**Bulk gain spectrum from the golden rule**

**Statement.** For independent carriers in rigid parabolic bands, with vertical unbroadened transitions and quasi-Fermi levels $F_c,F_v$,

$$g(E)=\sum_{v=hh,lh}\alpha_{0,v}\,[f_c(E_{2,v})-f_v(E_{1,v})],\qquad \alpha_{0,v}=\frac{\pi e^2\hbar}{nc\varepsilon_0m_0^2E}\,|\hat e\cdot\mathbf p_{cv}|^2\rho_{r,v},$$

$$\rho_{r,v}=\frac{1}{2\pi^2}\left(\frac{2m_{r,v}}{\hbar^2}\right)^{3/2}\sqrt{\epsilon},\qquad \epsilon=E-E_g,\qquad m_{r,v}^{-1}=m_c^{-1}+m_v^{-1}.$$

Both $f$ are electron occupations. $\rho_r$ includes the spin factor 2, so $|\hat e\cdot\mathbf p_{cv}|^2$ counts per valence state, summed over conduction spin. The form $g=\alpha_0(f_c-f_v)$ holds band by band. In total $|g|\le\alpha_0=\sum_v\alpha_{0,v}$, the absorption with full valence and empty conduction bands.

**Proof.** For $\mathbf A=A_0\hat e\cos(qz-\omega t)$ and $H'=(e/m_0)\mathbf A\cdot\mathbf p$, a level pair has rate $(2\pi/\hbar)(eA_0/2m_0)^2|\hat e\cdot\mathbf p_{cv}|^2\delta(E_2-E_1-E)$ in either direction. Stimulated emission minus absorption carries $f_c(1-f_v)-f_v(1-f_c)=f_c-f_v$. Summing over $\mathbf k$ gives $\rho_r$. Multiplying by $\hbar\omega$ and dividing by the intensity $\tfrac12nc\varepsilon_0\omega^2A_0^2$ gives $g$. The bound follows from $|f_c-f_v|\le1$.

**Smallest model.** Take six Bloch functions, $S\!\uparrow$, $S\!\downarrow$ and the $j=3/2$ quartet quantised along $\mathbf k$ (axis $Z$), with a $k$-independent $|\langle S|p_x|X\rangle|^2=m_0E_P/2$. Let $\theta$ be the angle between $\hat e$ and $\mathbf k$. In units of $m_0E_P/2$, the state $(X+iY)\!\uparrow/\sqrt2$ (hh) gives $\tfrac12\sin^2\theta$, and $[(X+iY)\!\downarrow-2Z\!\uparrow]/\sqrt6$ (lh) gives $\tfrac16\sin^2\theta+\tfrac23\cos^2\theta$. Both average to $\tfrac13$ over directions, so $|\hat e\cdot\mathbf p_{cv}|^2=m_0E_P/6$. A photon connects one shell per band, $\hbar k_v=\sqrt{2m_{r,v}\epsilon}$, with $E_{2,v}=E_c+\epsilon\,m_{r,v}/m_c$ and $E_{1,v}=E_{2,v}-E$. With the fine-structure constant $\alpha_{\rm fs}$,

$$\alpha_{0,v}=\frac{2\alpha_{\rm fs}}{3n}\frac{E_P}{E}\frac{m_{r,v}}{m_0}\,k_v,\qquad f_c-f_v=\frac{\sinh\frac{F_c-F_v-E}{2k_BT}}{2\cosh\frac{E_{2,v}-F_c}{2k_BT}\cosh\frac{E_{1,v}-F_v}{2k_BT}}.$$

The numerator is common to both bands, so both amplify for $E_g<E<F_c-F_v$ (Bernard and Duraffourg, 1961). The denominators differ.

**Numbers, InAs at 77 K** ($k_BT=6.64$ meV). Compiled 0 K values (Vurgaftman 2001) are $E_g=0.417$ eV, $m_c=0.026\,m_0$, $\gamma_{1,2,3}=20,\ 8.5,\ 9.2$, $\Delta_{so}=0.39$ eV. The shift $-aT^2/(T+b)$ with typical Varshni parameters $a=0.276$ meV/K, $b=93$ K gives $E_g=0.407$ eV. $E_P=21.5$ eV is typical. $n=3.5$ follows from the compiled 300 K $\varepsilon_\infty=12.25$ (Skelton 2020). With $\bar\gamma=(2\gamma_2+3\gamma_3)/5=8.92$ and $m_0/m_v=\gamma_1\mp2\bar\gamma$, $m_{hh}=0.463$, $m_{lh}=0.0264$, $m_{r,hh}=0.0246$, $m_{r,lh}=0.0131$ (in $m_0$, carried unrounded). Split-off transitions start only at 0.80 eV. The illustrative levels $F_c=E_c+30$ meV and $F_v=E_v+15$ meV give electron and hole densities both $1.05\times10^{17}$ cm$^{-3}$ and a gain window of 15 meV.

| $\epsilon$ (meV) | $\alpha_{0,hh}$ | $\alpha_{0,lh}$ | $(f_c-f_v)_{hh}$ | $(f_c-f_v)_{lh}$ | $g$ | $\alpha_0$ | $g/\alpha_0$ |
|---|---|---|---|---|---|---|---|
| 5 | 1015 | 394 | 0.069 | 0.051 | 91 | 1409 | 0.064 |
| 25 | 2164 | 841 | −0.199 | −0.052 | −475 | 3005 | −0.158 |

Coefficients are in cm$^{-1}$ and are the model's.

**Comparison.** $g/\alpha_0$ is the $\alpha_{0,v}$-weighted mean of the two inversion factors and equals neither. At the tabulated energies the bound holds with a wide margin, since $f_c$ and $f_v$ are both high and nearly cancel. At 5 meV $f_v$ near 1 ($F_v$ lies in the gap) caps the gain through $f_c-f_v\le1-f_v$. At 25 meV the margin comes from conduction-band filling: $E_{2,v}<F_c$, with $f_c=0.72$ (hh) and $0.93$ (lh) against $f_v=0.92$ and $0.98$. For $E_{2,v}$ well above $F_c$ the margin vanishes and $g\to-\alpha_0$; the model gives $g/\alpha_0=-0.955$ at $\epsilon=100$ meV.

**Limits.** Nonparabolicity enters at order $(E_2-E_c)/E_g\approx6\,\%$ for the hh transition at 25 meV. Coulomb terms are larger. With the compiled 300 K $\varepsilon_s=14.84$ (Rakita 2019), the hydrogenic hh exciton Rydberg is $R=1.5$ meV. The Sommerfeld factor $2\pi x/(1-e^{-2\pi x})$, $x=\sqrt{R/\epsilon}$, is 3.6 at 5 meV and 2.0 at 25 meV, so the model's $\alpha_0$ falls short of unpumped InAs by roughly these factors. Injected carriers screen this enhancement and shrink the gap. The unscreened zero-temperature electron exchange shift at the band edge, $-2e^2k_F/(4\pi^2\varepsilon_0\varepsilon_s)$ with $k_F=(3\pi^2N)^{1/3}$ at the density $N$ above, is about $-9$ meV, comparable to the gain window. The tabulated $g$ therefore gives only an order of magnitude for InAs, and gain can appear below the unpumped edge, where the rigid-band bound does not apply. Nor does the bound refer to the equilibrium absorption of a doped crystal, which band filling already reduces below $\alpha_0$.